Compressing a magnetic solid can do two different things. It can push the same electronic state up a steepening curve of energy and pressure, or it can make electrons change spin, so that the solid moves onto another curve. The table follows tungsten selenide in the rocksalt structure, a model phase (the familiar selenide is layered WSe₂), with a large Hubbard U on the W d shell. The results at the two smallest volumes are withheld.

Rocksalt WSe (2-atom cell, conventional a = 5.742 Å at volume ratio 1), scaled evenly in volume. Ansatz 0.2.0, scalar-relativistic plane-wave PAW, PBE+U with an effective U of 6.2 eV on W d, collinear spin, cutoff 420 eV, 12×12×12 k mesh, Gaussian smearing of 0.1 eV. Pressure is positive in compression.

| volume ratio | energy above lowest (meV/atom) | pressure (GPa) | cell moment (μB) | largest site moment (μB) |
| --- | --- | --- | --- | --- |
| 0.8 | ? | ? | ? | ? |
| 0.92 | ? | ? | ? | ? |
| 0.96 | 9.1 | 3.17 | 4.00 | 3.13 |
| 1 | 0.0 | 0.00 | 4.00 | 3.19 |
| 1.04 | 7.7 | -2.53 | 4.00 | 3.25 |
| 1.1 | 43.3 | -5.36 | 4.00 | 3.34 |
| 1.18 | 122.4 | -7.82 | 4.00 | 3.45 |

The volume ratio is the volume divided by that of the lowest point. Positive pressure means compression. The cell moment counts the net spin of one W and one Se together, and the largest site moment is the share assigned to W.

**(a) From ratio 0.96 to 1.18 the cell moment stands still while the site moment grows. Is the spin state changing?**

*Solution.* No change of state is visible. In the ionic picture W²⁺ keeps four d electrons, and a moment of 4.00 μB means that all four spins are parallel. Six Se neighbours split the d shell into three lower t2g levels and two higher eg levels, so three electrons sit in t2g and one in eg. The orbital populations at ratio 0.96 agree with the parallel spins: W holds about 4.4 d electrons of one spin and 0.33 of the other, and the surplus over four is expected from covalent mixing with Se. They do not separate t2g from eg, so that part of the assignment rests on ligand-field theory. W 6s also holds more of the main spin than of the other, 0.46 against 0.23 electrons, so the fourth electron may be partly 6s in character.

The moment is an integer to the printed digits although the number of filled bands varies from one k-point to another, which is the mark of a metal. Both facts fit a half-metal, in which one spin direction conducts and the other has a gap. The gapped direction holds a whole number of electrons, and so the other must too. The moment is therefore locked by counting, and it stays locked until a band edge reaches the Fermi level. Its constancy gives no warning of how near that edge is.

The site moment is not locked. Between ratios 0.96 and 1.18 the net spin outside the W site falls from 0.87 to 0.55 μB while the total is unchanged. That spin does not sit on Se, whose own small moment points the other way: −0.21 μB at ratio 0.96 and −0.32 μB at 1.1. It lies between the regions assigned to the atoms, as expected for wide 5d and 6s orbitals.

A likely cause of the trend is covalent mixing. In the gapped spin direction the filled Se p states contain some W d character, which puts reversed spin on W. Longer bonds weaken this mixing, so reversed spin returns to Se and the W moment grows.

**(b) Predict the state, the pressure and the energy at ratios 0.92 and 0.80.**

*Solution.* Two tendencies compete. The eg orbitals point at the Se atoms, so shorter bonds raise the eg electron in energy, and wider bands narrow the gap in the other spin direction. Both favour moving that electron into a t2g orbital with reversed spin, which would lower the moment to 2 μB. Exchange and the large U oppose the move. The known rows can't decide the contest, because a locked moment hides its approach.

If the state survives, pressure follows a smooth equation of state. The third-order Birch–Murnaghan form was fitted to the five known pressures. With x for the volume ratio, B for the bulk modulus at x = 1 and B′ for its pressure derivative, it reads

P = (3/2) B (x^(−7/3) − x^(−5/3)) [1 + (3/4)(B′ − 4)(x^(−2/3) − 1)].

The fit gives B = 70.65 GPa and B′ = 4.87. In practical terms, the first one per cent of volume costs about 0.7 GPa, and each further one per cent costs more.

At x = 0.80, which was not part of the fit, the difference of powers is 1.683 − 1.450 = 0.233. The leading part is then 1.5 × 70.65 × 0.233 = 24.7 GPa. The bracket is 1 + 0.75 × 0.87 × 0.16 = 1.10, so the pressure is about 27 GPa. Integrating the same curve over volume gives the energy with no further constant. The site moment is continued along a straight line in the logarithm of volume, which describes the known rows without explaining them.

At ratio 0.92 the same state should persist:

- cell moment 4.00 μB (range 3.8 to 4.0)
- site moment 3.06 μB (2.9 to 3.1)
- pressure 7.2 GPa (6.5 to 7.5)
- energy 39 meV/atom (36 to 41)

At ratio 0.80 survival is only somewhat more likely than not:

- cell moment 4.00 μB (2.0 to 4.0)
- site moment 2.84 μB (1.4 to 2.95)
- pressure 27 GPa (14 to 28.5)
- energy 323 meV/atom (200 to 335)

These ranges are judgements, not statistical errors. They are lopsided at 0.80 because a spin change would probably act in one direction. Emptying the eg orbital removes an electron that pushes W and Se apart, so the new state would probably prefer a smaller volume. Held at the same volume, it would press outwards less.

**(c) Compare with the computed values. What do the hits and misses teach?**

The withheld rows as computed:

| volume ratio | energy above lowest (meV/atom) | pressure (GPa) | cell moment (μB) | largest site moment (μB) |
| --- | --- | --- | --- | --- |
| 0.8 | 320.3 | 26.95 | 4.00 | 2.84 |
| 0.92 | 39.3 | 7.17 | 4.00 | 3.06 |

*Solution.* The moment survives at both volumes, and all eight results lie within their ranges. At 0.92 the forecasts agree with the calculation almost to the printed digits. At 0.80 the wide ranges made success easy, so the central values are the sharper test. The forecast of an unchanged moment there was a leaning between two possibilities, and the fit had no part in it. Further digits show a trace of change: the unrounded moment is 3.999929 μB at 0.80 but 4 to every digit given at 0.92. Such a trace would be expected if the smeared occupations were beginning to reach a band edge in the gapped spin direction.

At 0.80 the model's pressure and energy are slightly high. The pressure, 27.24 GPa before rounding, is about 1 % above the computed 26.95 GPa, and the energy of 323 meV/atom compares with a computed 320.3. A spin change would also have lowered both results, but the unchanged moment speaks against it. The Vinet form, another common equation of state, gives 26.7 GPa with the same two constants, a little too low. The pressure miss is thus smaller than the difference between two reasonable ways of extending the curve.

The site moment carries the chemical message. At 0.80 the W–Se distance has shrunk from 2.87 to 2.67 Å, and the W moment has fallen to 2.84 μB while the cell keeps its 4.00 μB. The orbital populations support the covalent cause. From ratio 0.96 to 0.80 the d electrons of reversed spin on W rise from 0.33 to 0.47, while those of the main spin stay near 4.4. Mixing is probably not the whole account, though. The W site loses 0.29 μB over this range but its d shell only 0.18 μB, and the spin between the site regions grows by 0.15 μB. Part of the fall may depend on where the border of an atom is drawn. A falling atomic moment is therefore no proof of spin collapse; the moment of the whole cell has to be read beside it.

Some octahedral iron(II) compounds show the other outcome. Their six d electrons can pair up entirely in t2g under pressure, and the moment then disappears while the bonds shorten. In such a series an equation of state fitted to the high-spin side would overestimate the pressure beyond the change. In a ferromagnetic cell the warning sign would be a drop in cell moment together with a pressure below the extended curve. In an antiferromagnet the cell moment is zero throughout, so the drop has to be sought in the site moments.

For WSe the calculation shows that the parallel-spin solution persists down to ratio 0.80, but not that it is the lowest state. The runs made only a light search for lower states. The makers of the data also caution that the state found may not be the lowest, though that rests on their tests of other systems and not on these runs. A cell with one W atom, moreover, allows only ferromagnetic order. High-spin tungsten would be unusual, because wide 5d orbitals feel a strong ligand field and have weak exchange. The large U favours localised parallel spins and may be what holds this state together; runs at smaller U would be needed to tell. Spin–orbit coupling, strong in tungsten, is missing, and the fixed cubic cell forbids the distortion that a single eg electron often causes. The fits and the forecast ranges are listed in the output below.

Output of the analysis:

```
fit of pressure on 5 rows: coefficient of a 70.65 +/- 0.23, coefficient of b 61.47 +/- 3.5; rms 0.0125, worst 1.1 0.0178, leave-one-out rms 0.0406
  rows outside the fit (model, value, miss): 0.8 27.24, 26.95, 0.286; 0.92 7.22, 7.17, 0.0503
fit of largest_site_moment on 5 rows: constant 3.191 +/- 0.0012, coefficient of lnv 1.558 +/- 0.013; rms 0.00164, worst 1.04 0.00234, leave-one-out rms 0.00303
  rows outside the fit (model, value, miss): 0.8 2.844, 2.84, 0.0037; 0.92 3.061, 3.06, 0.00138
Bulk modulus at ratio 1 from the fit in GPa: 70.65
Pressure derivative of the bulk modulus from the fit: 4.87
W-Se distance at ratio 0.92 in angstrom: 2.792
W-Se distance at ratio 0.80 in angstrom: 2.665
Cell moment at 0.92 forecast 4.00 less computed in muB: 0
Cell moment at 0.80 forecast 4.00 less computed in muB: 0
Pressure miss at 0.80 in percent of the computed value: 1.06
Mean pressure from 0.92 to 0.80 by computed energies in GPa: 15.86
Mean pressure from 0.92 to 0.80 by model energies in GPa: 16.01
Energy in meV/atom and pressure in GPa and spin in muB:
   row  energy computed  energy model  energy miss  Vinet pressure  spin outside site
   0.8            320.3           323        2.733           26.73               1.16
  0.92             39.3          39.3     0.004047           7.201               0.94
  0.96              9.1          9.04     -0.05953           3.184               0.87
   1.0                0             0            0               0               0.81
  1.04              7.7          7.73      0.02986          -2.517               0.75
   1.1             43.3         43.29     -0.00737          -5.323               0.66
  1.18            122.4         122.3      -0.1176          -7.745               0.55
Forecast ranges in GPa and meV/atom and muB (known rows repeat the computed value):
   row  pressure low  pressure high  energy low  energy high  cell moment low  cell moment high  site moment low  site moment high
   0.8            14           28.5         200          335                2                 4              1.4              2.95
  0.92           6.5            7.5          36           41              3.8                 4              2.9               3.1
  0.96          3.17           3.17         9.1          9.1                4                 4             3.13              3.13
   1.0             0              0           0            0                4                 4             3.19              3.19
  1.04         -2.53          -2.53         7.7          7.7                4                 4             3.25              3.25
   1.1         -5.36          -5.36        43.3         43.3                4                 4             3.34              3.34
  1.18         -7.82          -7.82       122.4        122.4                4                 4             3.45              3.45
```
